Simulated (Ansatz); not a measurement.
# Zone-centre E2g and B1g modes of hcp Sc under biaxial (0001) strain, LDA linear response

A scandium film clamped to a substrate carries in-plane strain, and a shifted vibrational line can reveal it without contact if the shift per unit strain is known. We examine how the zone-centre optical modes of hcp Sc respond to equal strain along a and b, with the c axis free to relax. Frequencies are harmonic LDA values for the static lattice, and shifts are counted from the unstrained cell at the same level, with tension positive. The table has no measured frequencies, so it provides a calculated calibration of shifts, not a test against experiment. Of the two modes, E2g is Raman-active and can serve as the strain gauge. B1g is silent in first-order Raman and infrared spectra, and shows how the layers respond along c.

## Computational details

One crystal, Sc (hcp) (known phase). It was then strained (biaxial, in the (0001) plane, that of a and b) with the free edges and the atoms relaxed; labels give the mode at rest and under strain. The structures stem from measured cells of the Crystallography Open Database, directly or through a relaxation at another level; cell and atoms were relaxed at zero pressure at each row's own level, inside the symmetry of the start, with no thermal or zero-point expansion. Program: Ansatz 0.2.0, plane waves, LDA, the program's earlier default PAW potentials, scalar-relativistic without spin-orbit coupling, no spin polarisation. Wave-function cutoff 420 eV (the default for the potentials of each cell); on the k meshes (Γ-centred) the least product of divisions and cell-vector length runs from 38 to 42 Å, relaxations included. Residual pressures at rest stay under 0.01 GPa. Occupations: methfessel-paxton smearing of 0.2 eV. Harmonic modes at natural masses come from linear response (density functional perturbation theory), with the acoustic sum rule imposed. The tabled runs alone: cutoff 420 eV, k length 39 to 41 Å, k mesh 15×15×8.

Notes on method and selection:

- Harmonic values at the static lattice; measured values carry thermal expansion and anharmonic shifts at their temperature.
- Modes are followed from row to row by the overlap of their patterns; levels that are degenerate at rest are joined across zero strain by their slopes.
- In cells without a Kohn-Sham gap the frequencies depend on k mesh and smearing; the size of that error was not measured for these rows.
- Runs that did not converge, have known faults or may not be shown are not listed, and runs on Ansatz's PAW sets soft_1 and soft_2 are kept to separate tables.

Columns:

- biaxial strain (%): biaxial strain in the (0001) plane, that of a and b, tension positive.
- stress (GPa): stress along the strain, tension positive.
- free-edge strain (%): strain of the free edge.
- E2g (cm⁻¹): zone-centre mode E2g, no LO-TO term.
- B1g (cm⁻¹): zone-centre mode B1g, no LO-TO term.

Input lines of one member:

```
kpoints:
  mp_grid: { grid: [15, 15, 8] }
hamiltonian:
  xc: lda
  pseudopotentials: { kind: paw, azcp: { folder: soft_1 }, xc_functional: pbe }
scf:
  occupations: { method: methfessel_paxton, width: 0.2 }
output:
  eigenvalues: true
phonons:
  method: dfpt
```

Command (options for logging and memory left out): `ansatz run input.yaml --threads 4 --backend cpu`

## Results

| member | biaxial strain (%) | stress (GPa) | free-edge strain (%) | E2g (cm⁻¹) | B1g (cm⁻¹) |
| --- | --- | --- | --- | --- | --- |
| −4.0 % | −4 | −5.49 | 2.88 | 121.3 | 212.8 |
| −3.0 % | −3 | −4.16 | 2.03 | 126.2 | 221.5 |
| −2.0 % | −2 | −2.78 | 1.28 | 130.8 | 229.1 |
| −1.0 % | −1 | −1.38 | 0.61 | ? | ? |
| +0.0 % | 0 | 0.00 | 0.00 | 137.5 | 240.0 |
| +1.0 % | 1 | 1.32 | −0.59 | 139.8 | 243.9 |
| +2.0 % | 2 | 2.56 | −1.15 | 141.7 | 247.1 |
| +3.0 % | 3 | 3.72 | −1.68 | 143.2 | 249.6 |
| +4.0 % | 4 | 4.79 | −2.21 | 144.3 | 251.7 |

Cells marked ? are withheld until the estimate has been made.

Least-squares fits to the members shown, with x = biaxial strain (%); R² and errors in the fitted variable (y, or ln y where the fit is in ln y):

| y | members | fit | R² | rms residual | leave-one-out rms | the same for the mean of the others |
| --- | --- | --- | --- | --- | --- | --- |
| B1g (cm⁻¹) | 8 | y = 236.4 + 4.804 x | 0.96 | 2.8 | 4.1 | 15 |
| E2g (cm⁻¹) | 8 | y = 135.2 + 2.870 x | 0.96 | 1.7 | 2.4 | 9.1 |

## What drives the series

Both modes rise with tension and fall with compression in every row shown. Between −2 % and +2 % the mean slope is (141.7 − 130.8) / 4 = 2.7 cm⁻¹ per % for E2g and (247.1 − 229.1) / 4 = 4.5 cm⁻¹ per % for B1g. An error of 1 cm⁻¹ in the E2g line therefore means about 0.4 % in strain. E2g does not split, because this strain keeps the hexagonal space group.

The calibration is curved. B1g changes by 221.5 − 212.8 = 8.7 cm⁻¹ between −4 % and −3 %, but by only 251.7 − 249.6 = 2.1 cm⁻¹ between +3 % and +4 %. A single straight line over the whole range misreads strain, and the gauge is less sensitive under tension.

Volume does not explain the sign. At +4 % the cell volume is (1 + 4/100)² × (1 − 2.21/100) = 1.058 times that at rest, yet both modes are harder. What shrinks is the layer spacing, and both modes move neighbouring layers against each other, E2g within the plane and B1g along c. From −4 % to +4 % the spacing changes by a factor (1 − 2.21/100) / (1 + 2.88/100) = 0.951, while the B1g restoring force, which goes as frequency squared, grows by (251.7 / 212.8)² = 1.40.

Shorter bonds are not the cause: the distance between nearest atoms in adjacent layers hardly changes. Its square is a²/3 + c²/4, and under tension the growth of the first term nearly cancels the fall of the second. Bond directions alone do not account for the stiffening either. With central forces between these neighbours, the ratio B1g/E2g would follow c/a, which changes by a factor 0.951 × (1 − 4/100) / (1 + 4/100) = 0.878 over the range. The computed ratio only goes from 212.8 / 121.3 = 1.754 to 251.7 / 144.3 = 1.744. The interlayer forces thus stiffen almost equally for both motions; a strain-dependent d-band contribution is a possible cause.

The printed input pairs LDA with the PAW set soft_1, whose data are labelled PBE. The same set serves every row, so we rely on shifts more than on absolute frequencies.

## Prediction

Plain estimates from the members shown:

- −1.0 %, fit at x = −1: 231.6 cm⁻¹
- −1.0 %, straight-line interpolation between −2.0 % and +0.0 %: w = (−1 − (−2)) / (0 − (−2)) = 0.500, so 229.1 + 0.500 × (240.0 − 229.1) = 234.6 cm⁻¹

The missing B1g value lies inside a smooth series with the same k mesh in every row, so local interpolation is the natural route. The straight-line fit gives 231.6 cm⁻¹, but it ignores the curvature and has a leave-one-out error of 4.1 cm⁻¹. The line between the two neighbours gives 234.6 cm⁻¹, which must be too low for a curve that bends downwards, as this one does.

We therefore pass a cubic through the two nearest rows on each side, at −3, −2, 0 and +1 %. At the midpoint the nearer pair has weight 2/3 each and the outer pair −1/6 each:

2/3 × (229.1 + 240.0) − 1/6 × (221.5 + 243.9) = 235.2 cm⁻¹.

The same formula can be tried on shown rows. For +2 %, from 0, +1, +3 and +4 %, it gives 2/3 × (243.9 + 249.6) − 1/6 × (240.0 + 251.7) = 247.05, against 247.1 in the table. For the cell at rest, with the spacing doubled to −4, −2, +2 and +4 %, it gives 2/3 × (229.1 + 247.1) − 1/6 × (212.8 + 251.7) = 240.05, against 240.0.

Both misses are about 0.05 cm⁻¹, the size of the printed rounding. Two trials are few, and the curvature is stronger on the compressive side, so we widen the standard deviation to 0.2 cm⁻¹.

**Committed estimate, −1.0 %: B1g = 235.2 ± 0.2 cm⁻¹.**

## How the estimate fared

| member | biaxial strain (%) | stress (GPa) | free-edge strain (%) | E2g (cm⁻¹) | B1g (cm⁻¹) |
| --- | --- | --- | --- | --- | --- |
| −1.0 % | −1 | −1.38 | 0.61 | 134.5 | 235.2 |

| member | estimate | B1g (cm⁻¹) | computed | estimate − computed | miss in error bars |
| --- | --- | --- | --- | --- | --- |
| −1.0 % | committed | 235.2 | 235.2 | 0.0 | 0.0 |
| −1.0 % | fit | 231.6 | 235.2 | −3.6 |  |
| −1.0 % | interpolation | 234.6 | 235.2 | −0.6 |  |

The estimate of 235.2 cm⁻¹ agrees with the computed value to the printed digit, well inside its error bar of 0.2 cm⁻¹. It did better than both plain estimates: the straight line between the neighbours came out 0.6 cm⁻¹ too low and the global fit 3.6 cm⁻¹ too low.

The argument from curvature was right in sign and in size. No step of the estimate failed, but it used only the smoothness of the series, so the agreement says little about why the interlayer forces stiffen. The new row does fit the earlier finding that both modes stiffen almost equally. Its ratio B1g/E2g is 235.2 / 134.5 = 1.749, between the 1.754 at −4 % and the 1.744 at +4 %.

## Departures from the trend

Least-squares fits to the whole series, with x = biaxial strain (%); R² and errors in the fitted variable (y, or ln y where the fit is in ln y):

| y | members | fit | R² | rms residual | leave-one-out rms | the same for the mean of the others |
| --- | --- | --- | --- | --- | --- | --- |
| B1g (cm⁻¹) | 9 | y = 236.8 + 4.743 x | 0.95 | 2.9 | 4.1 | 14 |
| E2g (cm⁻¹) | 9 | y = 135.5 + 2.835 x | 0.95 | 1.7 | 2.4 | 8.5 |

Largest departures from the fit to the whole series:

| member | B1g (cm⁻¹) | fit | computed − fit | in rms residuals |
| --- | --- | --- | --- | --- |
| −4.0 % | 212.8 | 217.8 | −5.0 | 1.7 |
| +4.0 % | 251.7 | 255.8 | −4.1 | 1.4 |
| +0.0 % | 240.0 | 236.8 | +3.2 | 1.1 |
| −1.0 % | 235.2 | 232.1 | +3.1 | 1.1 |

The largest departures from the fit belong to the two ends, −5.0 cm⁻¹ at −4 % and −4.1 cm⁻¹ at +4 %, while the rows at 0 and −1 % lie about 3 cm⁻¹ above it. This is the pattern of a straight line laid through a curve that bends downwards, and none of these rows is irregular. The B1g steps from row to row shrink steadily, from 8.7 cm⁻¹ at the compressed end to 2.1 cm⁻¹ at the stretched end.

Part of the bend goes along with the layer spacing, which responds less under tension. The free-edge strain changes by 2.88 − 2.03 = 0.85 points between −4 % and −3 %, but by 2.21 − 1.68 = 0.53 points between +3 % and +4 %. That does not cover the whole bend, because B1g also changes less for each point of free-edge strain: 8.7 / 0.85 = 10.2 cm⁻¹ at the compressed end against 2.1 / 0.53 = 4.0 cm⁻¹ at the stretched end. The columns do not isolate the cause of this remainder.

## Summary

From −4 % to +4 %, both modes harden with tension, and ever more slowly. With two rows on each side at 1 % spacing, the four-point formula reproduces B1g at each of the five strains from −2 % to +2 % to about 0.1 cm⁻¹.

For the Raman-active E2g line, the calculated slope around zero strain is (139.8 − 134.5) / 2 = 2.65 cm⁻¹ per %, or (139.8 − 134.5) / (1.32 + 1.38) = 1.96 cm⁻¹ per GPa of biaxial stress. Within this LDA series, a shift of +1 cm⁻¹ goes with about 0.4 % or 0.5 GPa of tension near zero strain, and with about 0.9 % between +3 % and +4 %.

These figures do not calibrate a real film. Zero strain here is the relaxed LDA cell, which is clearly smaller than the measured cell of Sc and has a lower c/a. The slope depends on the cell: around −2 %, where c/a is higher, it is (134.5 − 126.2) / 2 = 4.15 cm⁻¹ per %. No row stands in for the measured cell, because moderate compression brings c/a closer to the measured one but takes the volume further from it.

We introduced the series as a calibration of shifts, and trusted shifts more than absolute frequencies because one PAW set serves every row. That was too generous: a shared set does not correct a slope taken at the wrong cell. The strain error of about 0.4 % per cm⁻¹ given earlier is likewise a figure for the calculated series only.

To read strain from a measured E2g line, the slope should first be measured on films of known strain. The unstrained reference line should be taken at the same temperature as the film, since a thermal shift would otherwise be read as strain; on the calculated slope near zero, 2.65 cm⁻¹ would look like 1 %.

[Logs are printed without paths, hosts, clocks, repeated set-up lines and the standing remarks that a program may print on its own settings, such as how far it seeks lower states.]
